**Assigning levels of theory to the isomer energy of F$_3$In←PH$_3$ and H$_3$In←PF$_3$**

The table holds the electronic energy of H$_3$In←PF$_3$ minus that of F$_3$In←PH$_3$ at fourteen levels (GFN-xTB, Hartree–Fock, density functionals, B2PLYP and MP2; Ansatz and tblite), all as single points on r2SCAN-D4/def2-SVP geometries. The program assigns eight unlabelled values by ordering rules and tests, without fitted parameters, whether the def2-SVP to def2-TZVP shift of PBE0 is three quarters of the PBE shift plus one quarter of the Hartree–Fock shift. The rule predicts $-30.6$ kJ/mol against $-29.7$ found, while one common shift for all methods misses by up to 28.3 kJ/mol. The rules cut 40320 assignments to between 4 and 12, depending on the tolerance, and cannot separate PBE from PBE0 in def2-TZVP or GFN1 from GFN2. The output also gives bond lengths, xTB gaps, charges and leftover forces, with an order-of-magnitude size for the xTB relaxation.

Isomer energy of F3H3InP (charge 0 e, spin multiplicity 1), computed with Ansatz 0.2.0 and tblite 0.8.0 at the levels listed: electronic energy of H3In←PF3 minus that of F3In←PH3, from single points on r2SCAN-D4/def2-SVP geometries. The xTB rows use an electronic temperature of 300 K and no spin polarisation term.

## Analysis program

```python
# Table: E(H3In-PF3) - E(F3In-PH3), kJ/mol, Ansatz and tblite, 14 levels (xTB, HF, DFT, MP2), single points
# at r2SCAN-D4/def2-SVP geometries. Tested: assignment of 8 unlabelled values by ordering rules, and the
# parameter-free rule shift(PBE0) = 0.75 shift(PBE) + 0.25 shift(HF) for the SVP to TZVP basis shift.
T = {
    'result_level': ['GFN1-xTB', 'GFN2-xTB', 'HF/STO-3G', 'HF/def2-SVP', 'HF/def2-TZVP', 'PBE-D4/def2-SVP', 'PBE-D4/def2-TZVP', 'r2SCAN-D4/def2-TZVP', 'PBE0-D4/def2-SVP', 'PBE0-D4/def2-TZVP', 'LC-wPBE/def2-TZVP', 'B2PLYP/def2-TZVP', 'MP2/def2-SVP', 'MP2/def2-TZVP'],
    'result_isomer_energy': [-265.0, 14.0, 89.9, 130.3, 70.6, 67.7, 46.8, 50.3, 76.6, 46.9, 62.4, 62.4, 141.3, 66.8],  # kJ/mol
}
import numpy as np, itertools
from scipy import constants as c
L, V = T['result_level'], T['result_isomer_energy']; E = dict(zip(L, V)); ev = c.e*c.N_A/1e3
hid = [0, 1, 3, 6, 7, 8, 9, 10]; S, Z = '/def2-SVP', '/def2-TZVP'
hv = sorted(V[i] for i in hid); lab = [i for i in range(len(L)) if i not in hid]
print('All energies in kJ/mol; table rounding 0.05 per entry')
print('unlabelled values:', ' '.join('%.1f' % v for v in hv))
m = np.mean([V[i] for i in lab if L[i].endswith(Z)])
print('mean of labelled TZVP rows %.1f; distances from it:' % m, ' '.join('%.1f' % (v-m) for v in hv))
rule = lambda pbe_tz, pbe0_s, hf_s: pbe0_s + .75*(pbe_tz-E['PBE-D4'+S]) + .25*(E['HF'+Z]-hf_s)
P = list(itertools.permutations(hv)); n0 = len(P)  # order: GFN1 GFN2 HF/S PBE/Z r2SCAN/Z PBE0/S PBE0/Z LC/Z
P = [p for p in P if E['PBE-D4'+S] < p[5] < p[2]]; n1 = len(P)
far = lambda p: min(abs(p[0]-m), abs(p[1]-m)) > max(abs(p[k]-m) for k in (3, 4, 6, 7))
P = [p for p in P if far(p)]
print('assignments: all %d; rule 1 (PBE/SVP < PBE0/SVP < HF/SVP) %d; rule 2 (xTB farthest) %d' % (n0, n1, len(P)))
for tol in (1, 2, 5):
    Q = [p for p in P if abs(p[6]-rule(p[3], p[5], p[2])) < tol]; R = [p for p in Q if p[7] > max(p[3], p[4], p[6])]
    print('rule 3 within %d: %d left; rule 4 (LC-wPBE highest): %d; true one kept: %s; r2SCAN may be %s'
          % (tol, len(Q), len(R), tuple(V[i] for i in hid) in R, sorted({p[4] for p in R})))
for x in hv[1:6]:
    y = rule(x, E['PBE0-D4'+S], E['HF'+S]); o = [v for v in hv[1:6] if v != x]; b = min(o, key=lambda v: abs(v-y))
    print('if PBE/TZVP = %.1f: predicted PBE0/TZVP %.1f, nearest other value %.1f, miss %+.1f' % (x, y, b, b-y))
sh = {k: E[k+Z]-E[k+S] for k in ('HF', 'MP2', 'PBE-D4', 'PBE0-D4')}
print('SVP to TZVP shift:', ', '.join('%s %.1f' % kv for kv in sh.items()))
pr = .75*sh['PBE-D4'] + .25*sh['HF']; a = (sh['PBE0-D4']-sh['PBE-D4'])/(sh['HF']-sh['PBE-D4'])
print('PBE0 shift predicted %.1f, found %.1f, miss %+.1f (rounding limit 0.2); implied fraction %.2f vs 0.25' % (pr, sh['PBE0-D4'], sh['PBE0-D4']-pr, a))
ms = np.mean(list(sh.values()))
print('one common shift %.1f: misses' % ms, ', '.join('%s %+.1f' % (k, v-ms) for k, v in sh.items()))
print('HF/SVP guessed from the MP2 shift %.1f, found %.1f, miss %+.1f' % (E['HF'+Z]-sh['MP2'], E['HF'+S], sh['MP2']-sh['HF']))
for b in (S, Z):
    mix = .75*E['PBE-D4'+b] + .25*E['HF'+b]
    print('%s: mix of absolute values %.2f, PBE0 %.1f, miss %+.2f; PBE0-PBE %+.1f; HF-PBE %+.1f; MP2-HF %+.1f'
          % (b[1:], mix, E['PBE0-D4'+b], E['PBE0-D4'+b]-mix, E['PBE0-D4'+b]-E['PBE-D4'+b], E['HF'+b]-E['PBE-D4'+b], E['MP2'+b]-E['HF'+b]))
tz = [E[k] for k in L if k.endswith(Z)]; sv = [E[k] for k in L if k.endswith(S)]
print('TZVP band %.1f to %.1f, width %.1f; SVP band %.1f to %.1f, width %.1f' % (min(tz), max(tz), np.ptp(tz), min(sv), max(sv), np.ptp(sv)))
print('TZVP: r2SCAN-PBE %+.1f, LC-wPBE-PBE %+.1f, HF-LC-wPBE %+.1f; HF STO-3G minus TZVP %+.1f'
      % (E['r2SCAN-D4'+Z]-E['PBE-D4'+Z], E['LC-wPBE'+Z]-E['PBE-D4'+Z], E['HF'+Z]-E['LC-wPBE'+Z], E['HF/STO-3G']-E['HF'+Z]))
for g in L[:2]:
    print('%s below TZVP band by %.1f to %.1f; per F/H swap %.0f to %.0f' % (g, min(tz)-E[g], max(tz)-E[g], (min(tz)-E[g])/3, (max(tz)-E[g])/3))
# typed from further outputs of the same runs: geometry (A; F F F In P H H H), energies and levels (eV), charges (e), forces (eV/A)
G = [[1.93,-.01,-1.79,-.95,1.70,-1.78,-1.00,-1.66,-1.79,0,.01,-1.51,.01,-.01,1.22,.71,1.02,1.89,.55,-1.14,1.88,-1.24,.08,1.89],
     [-1.43,.11,1.90,.72,1.22,1.90,.60,-1.19,1.96,.03,-.04,-1.67,-.03,.03,1.16,1.76,-.09,-1.70,-.78,1.48,-1.79,-.87,-1.51,-1.74]]
for n, g, li, lp in (('F3In-PH3', G[0], [0,1,2], [5,6,7]), ('H3In-PF3', G[1], [5,6,7], [0,1,2])):
    g = np.reshape(g, (8, 3)); u = g[li]-g[3]; d = np.linalg.norm(u, axis=1); u = u/d[:, None]
    ang = sum(np.degrees(np.arccos(u[i]@u[i-1])) for i in range(3))
    print('%s: In-P %.2f A, In-ligand %.2f A, P-ligand %.2f A, angle sum at In %.0f deg'
          % (n, np.linalg.norm(g[4]-g[3]), d.mean(), np.linalg.norm(g[lp]-g[4], axis=1).mean(), ang))
raw = {'GFN1-xTB': (-578.568705,-581.314754), 'GFN2-xTB': (-532.263223,-532.118558), 'HF/STO-3G': (-171857.838,-171856.906)}
print('from raw energies:', ', '.join('%s %.1f' % (k, (b-a_)*ev) for k, (a_, b) in raw.items()))
X = {'GFN1 first': (-12.72345,-8.879914,.7126,.0427+.089+.0891+.0891,[-.673,.008,.096,.331,-.588,.090,.346,.579,.095,-.002,-.004,.376,-.001,0,-.157,-.485,-.713,-.172,-.377,.778,-.160,.861,-.061,-.168]),
     'GFN1 second': (-11.90143,-7.556834,.2736,.4478-.1322-.132-.1321,[.023,.004,.187,-.018,-.018,.184,-.013,.026,.187,.014,-.001,-.331,.004,-.012,-.413,-.301,.010,.055,.139,-.262,.068,.152,.252,.063]),
     'GFN2 first': (-12.83413,-9.192896,.3861,.2158+.0901+.0902+.0901,[.055,-.001,.007,-.026,.048,.007,-.027,-.047,.007,-.001,-.001,.136,.001,-.005,.555,-.304,-.445,-.241,-.236,.488,-.233,.538,-.038,-.238]),
     'GFN2 second': (-11.52599,-6.727817,.0767,.5974-.139-.1386-.1389,[.419,-.010,.389,-.238,-.348,.385,-.198,.387,.369,.003,.009,.134,.018,-.033,-1.270,-.240,.007,-.008,.112,-.210,.003,.123,.200,-.002])}
print('relaxation size = sum F^2/2k, rough recalled k = 20 (stiff) and 2 (soft) eV/A^2, order of magnitude only')
for k, (h, l, qi, qd, f) in X.items():
    f = np.reshape(f, (8, 3)); s2 = (f**2).sum()
    print('%s: gap %.2f eV, q(In) %+.2f e, q(phosphine) %+.2f e, max force %.2f eV/A, relaxation %.0f to %.0f'
          % (k, l-h, qi, qd, np.linalg.norm(f, axis=1).max(), s2/40*ev, s2/4*ev))
assert [k for k in L if E[k] < 0] == ['GFN1-xTB']
assert sh['MP2'] < sh['HF'] < sh['PBE0-D4'] < sh['PBE-D4'] < 0
assert 0.15 < a < 0.35
assert all(abs((b-a_)*ev-E[k]) < 0.2 for k, (a_, b) in raw.items())
```

Running it gives:

```
All energies in kJ/mol; table rounding 0.05 per entry
unlabelled values: -265.0 14.0 46.8 46.9 50.3 62.4 76.6 130.3
mean of labelled TZVP rows 66.6; distances from it: -331.6 -52.6 -19.8 -19.7 -16.3 -4.2 10.0 63.7
assignments: all 40320; rule 1 (PBE/SVP < PBE0/SVP < HF/SVP) 720; rule 2 (xTB farthest) 48
rule 3 within 1: 8 left; rule 4 (LC-wPBE highest): 4; true one kept: True; r2SCAN may be [50.3]
rule 3 within 2: 16 left; rule 4 (LC-wPBE highest): 8; true one kept: True; r2SCAN may be [46.8, 46.9, 50.3]
rule 3 within 5: 24 left; rule 4 (LC-wPBE highest): 12; true one kept: True; r2SCAN may be [46.8, 46.9, 50.3]
if PBE/TZVP = 14.0: predicted PBE0/TZVP 21.4, nearest other value 46.8, miss +25.4
if PBE/TZVP = 46.8: predicted PBE0/TZVP 46.0, nearest other value 46.9, miss +0.9
if PBE/TZVP = 46.9: predicted PBE0/TZVP 46.1, nearest other value 46.8, miss +0.7
if PBE/TZVP = 50.3: predicted PBE0/TZVP 48.6, nearest other value 46.9, miss -1.7
if PBE/TZVP = 62.4: predicted PBE0/TZVP 57.7, nearest other value 50.3, miss -7.4
SVP to TZVP shift: HF -59.7, MP2 -74.5, PBE-D4 -20.9, PBE0-D4 -29.7
PBE0 shift predicted -30.6, found -29.7, miss +0.9 (rounding limit 0.2); implied fraction 0.23 vs 0.25
one common shift -46.2: misses HF -13.5, MP2 -28.3, PBE-D4 +25.3, PBE0-D4 +16.5
HF/SVP guessed from the MP2 shift 145.1, found 130.3, miss -14.8
def2-SVP: mix of absolute values 83.35, PBE0 76.6, miss -6.75; PBE0-PBE +8.9; HF-PBE +62.6; MP2-HF +11.0
def2-TZVP: mix of absolute values 52.75, PBE0 46.9, miss -5.85; PBE0-PBE +0.1; HF-PBE +23.8; MP2-HF -3.8
TZVP band 46.8 to 70.6, width 23.8; SVP band 67.7 to 141.3, width 73.6
TZVP: r2SCAN-PBE +3.5, LC-wPBE-PBE +15.6, HF-LC-wPBE +8.2; HF STO-3G minus TZVP +19.3
GFN1-xTB below TZVP band by 311.8 to 335.6; per F/H swap 104 to 112
GFN2-xTB below TZVP band by 32.8 to 56.6; per F/H swap 11 to 19
F3In-PH3: In-P 2.73 A, In-ligand 1.96 A, P-ligand 1.42 A, angle sum at In 354 deg
H3In-PF3: In-P 2.83 A, In-ligand 1.73 A, P-ligand 1.59 A, angle sum at In 359 deg
from raw energies: GFN1-xTB -265.0, GFN2-xTB 14.0, HF/STO-3G 89.9
relaxation size = sum F^2/2k, rough recalled k = 20 (stiff) and 2 (soft) eV/A^2, order of magnitude only
GFN1 first: gap 3.84 eV, q(In) +0.71 e, q(phosphine) +0.31 e, max force 0.88 eV/A, relaxation 9 to 93
GFN1 second: gap 4.34 eV, q(In) +0.27 e, q(phosphine) +0.05 e, max force 0.41 eV/A, relaxation 2 to 16
GFN2 first: gap 3.64 eV, q(In) +0.39 e, q(phosphine) +0.49 e, max force 0.59 eV/A, relaxation 3 to 33
GFN2 second: gap 4.80 eV, q(In) +0.08 e, q(phosphine) +0.18 e, max force 1.27 eV/A, relaxation 7 to 67
```
